**Q.** I ran nineteen methods on the same three structures of one reaction step, and the barrier comes out anywhere between 66.72 and 93.15 kcal/mol. Why does one step spread the methods so widely, and what sets their order?

Barriers and step energy for one gas-phase step of CH6BN (SMILES CBN), in which a C-H bond breaks and an N-H bond forms, computed with Ansatz 0.2.0 by the listed methods in the def2-TZVPP basis on PBE0-D4/def2-TZVP structures. Correlated wave-function calculations use frozen cores. The reference is CCSD(T) at the basis-set limit.

```
      method            class  exact exchange, short range (%)  exact exchange, long range (%)  barrier (kcal/mol)  barrier less reference (kcal/mol)  reverse barrier (kcal/mol)  step energy (kcal/mol)
       SPW92              LDA                                0                               0               66.72                             -11.58                       21.10                   45.62
      PBE-D4              GGA                                0                               0               71.02                              -7.28                       24.46                   46.56
     BLYP-D4              GGA                                0                               0               74.71                              -3.59                       27.52                   47.19
   r2SCAN-D4         meta-GGA                                0                               0               74.98                              -3.32                       26.56                   48.42
      B97M-V         meta-GGA                                0                               0               78.16                              -0.14                       29.24                   48.91
     PBE0-D4    global hybrid                               25                              25               75.47                              -2.83                       27.02                   48.45
    B3LYP-D4    global hybrid                               20                              20               78.05                              -0.25                       29.28                   48.76
  r2SCAN0-D4    global hybrid                               25                              25               77.78                              -0.52                       28.27                   49.51
    BHLYP-D4    global hybrid                               50                              50               83.51                               5.21                       32.54                   50.97
CAM-B3LYP-D4  range-separated                               19                              65               79.55                               1.25                       29.58                   49.97
     wB97X-V  range-separated                               17                             100               79.46                               1.16                       29.18                   50.29
     wB97M-V  range-separated                               15                             100               77.75                              -0.55                       29.17                   48.58
      B2PLYP    double hybrid                               53                              53               78.74                               0.44                       29.97                   48.78
    PBE-QIDH    double hybrid                               69                              69               78.42                               0.12                       29.05                   49.37
  RPA on PBE              RPA                              n/a                             n/a               78.06                              -0.24                       30.84                   47.22
          HF     Hartree-Fock                              100                             100               93.15                              14.85                       39.17                   53.98
         MP2    wave function                              n/a                             n/a               77.41                              -0.89                       29.34                   48.07
        CCSD    wave function                              n/a                             n/a               81.46                               3.16                       32.80                   48.66
     CCSD(T)    wave function                              n/a                             n/a               78.76                               0.46                       31.35                   47.41
```

**A.** The columns first. The barrier is the electronic energy of the saddle above the start, the reverse barrier is the saddle above the end, and the step energy is end less start, so it equals barrier less reverse barrier. "Barrier less reference" is the error against CCSD(T) at the basis-set limit, and the same limit gives a reverse barrier of 78.30 − 47.56 = 30.74 kcal/mol. The two exact-exchange columns give the share of Hartree-Fock exchange that a functional uses for electron pairs at short and at long distance.

The step moves a hydrogen from carbon to nitrogen, CH₃-BH-NH₂ → CH₂-BH-NH₃, and the B-N bond survives. At the saddle of the same calculation that hydrogen lies 1.57 Å from C, 1.30 Å from N and 1.44 Å from B. In the same structure the hydrogens that stay put lie about 1.1 Å from C, 1.0 Å from N and 1.2 Å from B. The moving one therefore has no full bond to any atom. Two electron pairs take part, that of the old C-H bond and the nitrogen lone pair that takes up the hydrogen, and both should be spread over several centres in a tight ring. The methods differ in how they price such spread pairs against the more localised bonds of the start.

**Q.** Why are HF and the LDA at the two ends?

**A.** HF is the limit of full exact exchange and no correlation. In a stretched bond the two electrons avoid each other by sitting on opposite ends (left-right correlation), and a closed-shell determinant, which holds both in the same orbital, can't describe that. A saddle with partial bonds has more of this correlation than the start, so HF puts it too high. The table gives the size of the whole correlation effect, left-right and other kinds together: in the same basis CCSD(T) lies 14.39 kcal/mol below HF.

The LDA is the opposite limit, with exchange taken from the local density alone. Its exchange hole stays centred near the electron, while the exact exchange hole of an electron shared among centres is spread over them. A compact hole lowers the energy more than a spread one, so local exchange stabilises the shared pairs. Part of that lowering imitates the left-right correlation that HF lacks, and the excess is delocalisation error, the established cause of low semilocal barriers. SPW92 is 11.58 kcal/mol below the reference.

**Q.** Is the rest of the table then an interpolation between those limits?

**A.** Only within one family, and there between the semilocal parent and full exact exchange. A global hybrid with share a of exact exchange has the energy

E(a) = E_sl + a (Ex_HF − Ex_sl),

where E_sl is the semilocal parent and Ex the exchange energy. The energy is stationary in the density, so the change of density with a drops out to first order. Any difference between two structures then nearly follows a line, Δ(a) = Δ(0) + k·a. This form is built into the functionals and tests nothing about the cause, but the slope k is informative, since it measures how much more semilocal exchange favours the saddle than exact exchange does.

I took each slope from two rows, parent and hybrid, so it also carries the change in their D4 terms. Per 10% of exact exchange the barrier rises by 1.78 kcal/mol from PBE to PBE0, by 1.76 from BLYP to BHLYP and by 1.12 from r2SCAN to r2SCAN0. All three are positive, as the argument about the hole requires. B3LYP, which was not used for the BLYP line, falls 0.18 kcal/mol below it; its semilocal mixture differs a little from BLYP, so close agreement is all that can be asked.

**Q.** If the share of exact exchange were the whole story, all functionals at 0% would agree. They span 11.44 kcal/mol.

**A.** A single least-squares line through the twelve functionals without an MP2 term, barrier against short-range share, confirms your point. It leaves an rms residual of 2.89 kcal/mol, with SPW92 6.81 below the line and B97M-V 4.63 above it. The share says how far a functional has moved from its parent, and the parent fixes where it starts.

The family lines suggest where the parents differ. Extend a line to 100%: the exchange is then that of HF, and what separates it from the HF barrier is the functional's correlation, with its D4 term lumped in. For PBE the budget reads 93.15 − 17.8 (semilocal for exact exchange) − 4.3 (correlation) = 71.0 kcal/mol. The sum is an identity, and the split rests on a long extrapolation from two rows, so take it as indicative.

BLYP has nearly the same exchange term, 17.6 kcal/mol, and a correlation term of only 0.8. On this reading BLYP beats PBE here because its correlation adds little to a lowering that exchange has already overdone; the total needed is 14.85. The dispersion part is not separated, and the whole D4 energy at the saddle is 5.9 kcal/mol for BLYP, of which only the difference from the start enters the barrier.

r2SCAN divides the work differently, with 11.2 kcal/mol from exchange and 7.0 from correlation. A meta-GGA uses the kinetic energy density to recognise regions held by one orbital, which can remove part of the self-interaction behind delocalisation error. That would bring its exchange nearer to exact exchange at the saddle, and the smaller slope fits this without proving the cause. The step from LDA to GGA has a standard explanation as well: gradient corrections lower the energy of open structures with much density tail more than that of compact ones, which raises a tight ring saddle, here by 71.02 − 66.72 = 4.30 kcal/mol with PBE's D4 term included.

**Q.** B97M-V has no exact exchange and an error of −0.14. B3LYP and PBE-QIDH are about as close. Are these simply the right functionals for this step?

**A.** The other two columns say otherwise. Against the limit values, B97M-V puts the reverse barrier 1.50 kcal/mol too low and the step energy 1.35 too high. B3LYP and PBE-QIDH show the same pair of signs, with reverse errors of −1.46 and −1.69. Each places the saddle well relative to the start and the product too high relative to both. Of the twelve functionals without an MP2 term, all but BHLYP give too low a reverse barrier.

The ranking among the small forward errors also means little. CCSD(T) in this basis is itself 0.46 kcal/mol above its limit. Functionals without an MP2 term usually converge faster with the basis, but their basis error isn't given here, so I wouldn't order errors of about 0.5 or less. Why B97M-V reaches the forward barrier without exact exchange I can only guess: it is an empirically fitted functional, and its flexible semilocal form may have absorbed part of the correction. It has its own parameters and is no parent of wB97M-V, so the 0.41 kcal/mol by which wB97M-V lies below it is not a family slope.

**Q.** Why should a good forward barrier come with a product that is too high?

**A.** Ask how the product responds when the method changes. If it were electronically like the start, the step energy would not move at all, and the ratio of step change to barrier change would be 0. If it were like the saddle, the ratio would be 1 and the reverse barrier would stay fixed. Adding exact exchange gives ratios from 0.39 to 0.47 over four parent-hybrid pairs, so the product responds a little less than half as strongly as the saddle.

Correlation shows the same proportion with the opposite sign. From HF to CCSD, from CCSD to CCSD(T) and from HF to CCSD(T) the ratio is 0.46 each time, and from HF to MP2 it is 0.38. The numbers thus show that the product has more correlation energy than the start, and that exact exchange penalises it accordingly. My guess at the cause is the bonding: the start has a polar B-N π bond, while the product is ylide-like, with a B-C π bond and a dative N→B bond, which would be softer and more correlated. The saddle's B-C distance of 1.46 Å, short for a single bond, fits this, but the guess is untested on the product itself.

The consequence follows by arithmetic. BLYP starts with a barrier 3.59 too low and a step energy only 0.37 too low. Enough exact exchange to cure the barrier lifts the step energy by 0.43 × 3.59 = 1.54, which leaves it about 1.2 kcal/mol too high, and that is where B3LYP lies.

No single share repairs all three quantities. On the PBE line the forward error vanishes near 41%, the reverse error near 61% and the step error near 13%, the first two by extrapolation beyond PBE0. The GGA errors sit mostly on the saddle, while exact exchange moves saddle and product together. Changes of semilocal form mostly act on the saddle, with ratios of about 0.2 for LDA to PBE, PBE to BLYP and r2SCAN to B97M-V; PBE to r2SCAN is the exception and behaves like added exact exchange.

**Q.** wB97X-V and wB97M-V have 100% exact exchange at long range. Why aren't they up near HF?

**A.** The share of exact exchange rises gradually with the distance between two electrons, and the long-range value holds only for well-separated pairs. Exchange energy comes mostly from close pairs, and the saddle is compact, so the barrier should feel a share well below the long-range one. CAM-B3LYP allows a rough check, because it shares its ingredients with the BLYP family. Its forward barrier falls on the BLYP line at an effective share of 27%, much nearer its short-range 19% than its long-range 65%. The step energy gives 37% by the same reading, so the effective share is no constant of the functional. The two wB97 rows have separately fitted semilocal parts and can't be placed on any of the lines.

**Q.** And the double hybrids? With 53 and 69% exact exchange they should overshoot like BHLYP.

**A.** They replace a share c of semilocal correlation by MP2 correlation, which supplies explicitly what the exact exchange no longer imitates. An estimate with nothing fitted to these rows is the family line plus c × [(MP2 − HF) − semilocal correlation]. For B2PLYP, with c = 0.27 by definition, in kcal/mol:

- slope: (83.51 − 74.71)/50 = 0.176 per %
- line at 53%: 74.71 + 53 × 0.176 = 84.04
- semilocal correlation: 74.71 + 100 × 0.176 − 93.15 = −0.84
- MP2 correlation: 77.41 − 93.15 = −15.74
- estimate: 84.04 + 0.27 × (−15.74 + 0.84) = 80.02

The table has 78.74, so the estimate is 1.28 too high while recovering most of the fall from the line. For PBE-QIDH, on the PBE line with c = 1/3, it is 1.08 too high. Theory argues for this sign: the MP2 term is evaluated on Kohn-Sham orbitals with smaller gaps than HF, which enlarges it. The lines also carry D4 and these two rows do not, so the residual has not been traced to one cause.

**Q.** Among the correlated wave-function rows, why does MP2 fall below CCSD(T) and CCSD above it?

**A.** Compare them with the CCSD(T) row, which shares their basis. MP2 gives 109% of the correlation shift of the forward barrier and 126% of that of the reverse barrier, but only 90% for the step energy; second order can overshoot where bonds are stretched, because nothing damps its pair amplitudes. CCSD sums the pairs to all orders and recovers 81% in all three quantities, with triples supplying the remaining 2.70 kcal/mol forward.

RPA on PBE combines full exact exchange with ring correlation to infinite order, and it is within 0.34 kcal/mol of the limit in all three quantities. Some of that closeness may come from the finite basis, since its barrier is 78.76 − 78.06 = 0.70 below CCSD(T) in the same basis. It is one step, and no general ranking follows.

**Q.** How far can I trust the reference at a saddle with a C-H bond stretched that far?

**A.** Single-reference methods fail once a bond is stretched far enough, and CCSD(T) is one of them. The density-functional runs at the saddle are restricted closed-shell, so their S² of zero is imposed and says nothing about diradical character. For the first six functionals in the table, SPW92 to PBE0-D4, a stability analysis found the closed-shell solution at the saddle to be a minimum, though the record doesn't say whether it allowed the two spins different orbitals. That result, the PBE0 gap of 6.50 eV and the modest triples shift all point to a closed shell, but only indirectly. All methods also use the PBE0-D4 structures, so a method far from PBE0, HF above all, is not at its own saddle.

**Q.** Does any of this matter outside the benchmark?

**A.** Small boron-nitrogen molecules serve as precursors for boron nitride and B-C-N films, and kinetic models of their gas-phase chemistry take barriers from functionals. At 1000 K the factor exp(ΔE/RT) is 1.65 per kcal/mol, so the PBE error alone would make this forward rate about 39 times too large. The energies here are electronic, between the nearest minima, and a real rate needs zero-point energy, entropy and tunnelling, which matter for a moving hydrogen. An error in the step energy passes into the equilibrium constant in the same way, so a functional should be checked in both directions.
